How deep does the highest filled level of indium phosphide lie at two points of the band structure, if only five other points are known? The answer depends on whether symmetry keeps one orbital apart from the rest. In the table, "level under 1" is the highest filled level and "level under 2" the next one down. Points a, b and c are the coordinates $a,b,c$ of the electron wave.

Kohn–Sham levels of zinc-blende InP (two-atom cell, edges 4.144 Å), computed with exciting sodium using the PBE functional and all-electron LAPW+lo, without spin polarisation or spin–orbit coupling, on a 5×5×5 k mesh with rgkmax 6.8. Energies are counted from the valence top, and levels are numbered outwards from the gap.

```
point a (reciprocal cell vector)  point b (reciprocal cell vector)  point c (reciprocal cell vector)  level under 2 (eV)  level under 1 (eV)  level over 1 (eV)  level over 2 (eV)
                          0.0000                            0.0000                            0.0000               0.000               0.000              0.691              4.069
                          0.2000                            0.0000                            0.0000              -0.409              -0.409              1.817              4.632
                          0.2000                            0.2000                            0.0000              -1.063              -1.063              2.788              2.990
                          0.6000                            0.2000                            0.0000              -2.672              -1.348              2.734              4.597
                          0.4000                            0.4000                            0.0000              -2.172              -2.172              1.849              2.511
                          0.6000                            0.4000                            0.0000                   ?                   ?                  ?                  ?
                          0.6000                            0.4000                            0.2000                   ?                   ?                  ?                  ?
```

All known points have $c=0$, which places them in a mirror plane of the crystal. A p orbital that changes sign under this mirror can't mix with s orbitals. If only s and p orbitals and couplings between nearest neighbours are counted, it meets just its partner on the other kind of atom. The π bond of carbon monoxide is a simpler case: two orbitals of unequal energy form a bonding and an antibonding level, and stronger coupling pushes the bonding level down. In the molecule the coupling is fixed by the bond length, whereas in the crystal it also depends on the phase of the wave.

That phase is what makes the level sink. Each atom has four neighbours. Two lie partly along the lobes of the orbital and together couple with strength $t_1$; the other two lie to its side and, when in phase, together couple with strength $t_2$ and the opposite sign. At the zone centre the two contributions partly cancel, so the bonding level stays high. Away from the centre the phases shift, the cancellation fades, and the level drops.

With $p=a-b$ and $q=a+b$, adding the four bonds gives

$$|t|^2=t_1^2+t_2^2\cos^2(\pi p)-2t_1t_2\cos(\pi p)\cos(\pi q).$$

The level is $E=M-\sqrt{D^2+|t|^2}$, where $D$ is half the energy difference between the two atomic orbitals and $M$ is the midpoint between bonding and antibonding level. I take the upper empty level at the centre, 4.069 eV, as the antibonding one. This is the usual band order, but no orbital analysis confirms it here. Halfway to the filled edge at zero lies $M=2.034$ eV.

Which filled level belongs to this orbital? At the centre and on the lines towards L and X, the top two levels coincide and symmetry places it among them. At (0.6, 0.2, 0) they are split, and it could be either. Constants taken from (0, 0, 0), (0.2, 0, 0) and (0.4, 0.4, 0) alone put it within about 0.01 eV of the upper one; the same constants miss the pair at (0.2, 0.2, 0) by 0.045 eV. The calculation leaves out spin–orbit coupling, which in the real crystal splits the top at the centre by roughly 0.1 eV, so the forecasts are for this calculation and not for a measured spectrum.

For the forecasts, the three constants were fitted to all five known points. The point (0.6, 0.4, 0), near K, the middle of an edge of the zone, was not part of the fit. It has $p=0.2$ and $q=1$, so that $\cos^2(\pi p)=0.655$ and $\cos(\pi p)\cos(\pi q)=-0.809$:

$$(M-E)^2=9.333+2.384\times0.655+7.48\times0.809\approx16.95\ \mathrm{eV^2}.$$

The root is 4.12 eV, and the forecast is about −2.1 eV, ± 0.15 eV, provided that this orbital again forms the upper level.

The point (0.6, 0.4, 0.2), near the corner W, lies off the mirror planes, so the orbital is free to mix. It sits midway between (0.4, 0.4, 0) and a symmetry copy of (0.6, 0.4, 0), and averaging their cosine terms gives about −2.1 eV. In crystals of this type the upper valence levels usually sink from X towards W, an effect that the simple coupling leaves out. I therefore lower the value by 0.2 eV, which is a judgement, to about −2.3 eV, ± 0.4 eV. At both points the top two levels should be split, and the filled edge should stay at the centre.

The withheld rows as computed:

```
point a (reciprocal cell vector)  point b (reciprocal cell vector)  point c (reciprocal cell vector)  level under 2 (eV)  level under 1 (eV)  level over 1 (eV)  level over 2 (eV)
                          0.6000                            0.4000                            0.0000              -3.130              -2.078              2.221              3.762
                          0.6000                            0.4000                            0.2000              -3.052              -2.253              3.845              4.067
```

Near K the computed level is −2.078 eV, less than 0.01 eV from the model. That is closer than the model comes to most of the points it was fitted to, so such accuracy shouldn't be counted on elsewhere. Plain cosines for the energy itself, without a repelling partner, miss by 0.07 eV here and also do worse over the known points as a whole.

Near W the computed level is −2.253 eV, well inside the wide range. The shift had the right direction but was too large: the forecast is 0.08 eV too low, while the unshifted value would have been 0.12 eV too high. Plain cosines, with no shift at all, miss by only 0.06 eV, about half as much as the unshifted model, so this point doesn't support the mechanism. Both pairs are split, by 1.05 and 0.80 eV, and the filled edge stays at the centre. The analysis printed below gives the fits in full.

In practice, first check whether a point lies in a mirror plane. In the plane $c=0$, $\cos(\pi p)\cos(\pi q)$ tells most of the story for the orbital kept apart: near 1 its level is high, and it gets deeper as the product falls towards −1. This orbital needn't be the highest filled one, though: the pair that coincides on the line towards L splits beside it, and the two levels are expected to swap order from one side to the other. For a point off the mirror planes, treat the estimate as a rough guide and compute the point when a few tenths of an eV matter.

Numerical output:

```
fit of sq on 5 rows: constant 9.333 +/- 0.17, coefficient of f 2.384 +/- 0.21, coefficient of g -7.48 +/- 0.11; rms 0.102, worst 0.2 -0.189, leave-one-out rms 0.332
  rows outside the fit (model, value, miss): 0.6 16.95, 16.91, 0.0324; 0.6 17.36, 18.38, -1.03
fit of level_under_1 on 5 rows: constant -1.027 +/- 0.14, coefficient of f -0.2478 +/- 0.17, coefficient of g 1.183 +/- 0.095; rms 0.0845, worst 0.2 0.154, leave-one-out rms 0.268
  rows outside the fit (model, value, miss): 0.6 -2.146, -2.078, -0.0677; 0.6 -2.188, -2.253, 0.0645
midpoint of bonding and antibonding p levels at the centre, eV: 2.034
three-row test, row 3, predicted less computed, eV: 0.04514
three-row test, row 4, predicted less computed, eV: -0.01205
rms miss of square-root model on known rows, eV: 0.018
rms miss of plain cosine model on known rows, eV: 0.08449
row 7, unshifted model less computed, eV: 0.1213
highest filled level, eV:
  row    p    q     model  plain cosines  forecast  computed  forecast miss  split of top two
  0.0    0    0  -0.02393       -0.09148  -0.02393         0       -0.02393                 0
  0.2  0.2  0.2   -0.4145        -0.4145   -0.4145    -0.409      -0.005541                 0
  0.2    0  0.4    -1.032        -0.9088    -1.032    -1.063        0.03062                 0
  0.6  0.4  0.8    -1.346         -1.346    -1.346    -1.348       0.001531             1.324
  0.4    0  0.8    -2.181         -2.231    -2.181    -2.172      -0.008796                 0
  0.6  0.2    1    -2.082         -2.146    -2.082    -2.078      -0.003943             1.052
  0.6  0.2    1    -2.132         -2.188    -2.332    -2.253       -0.07866             0.799
```
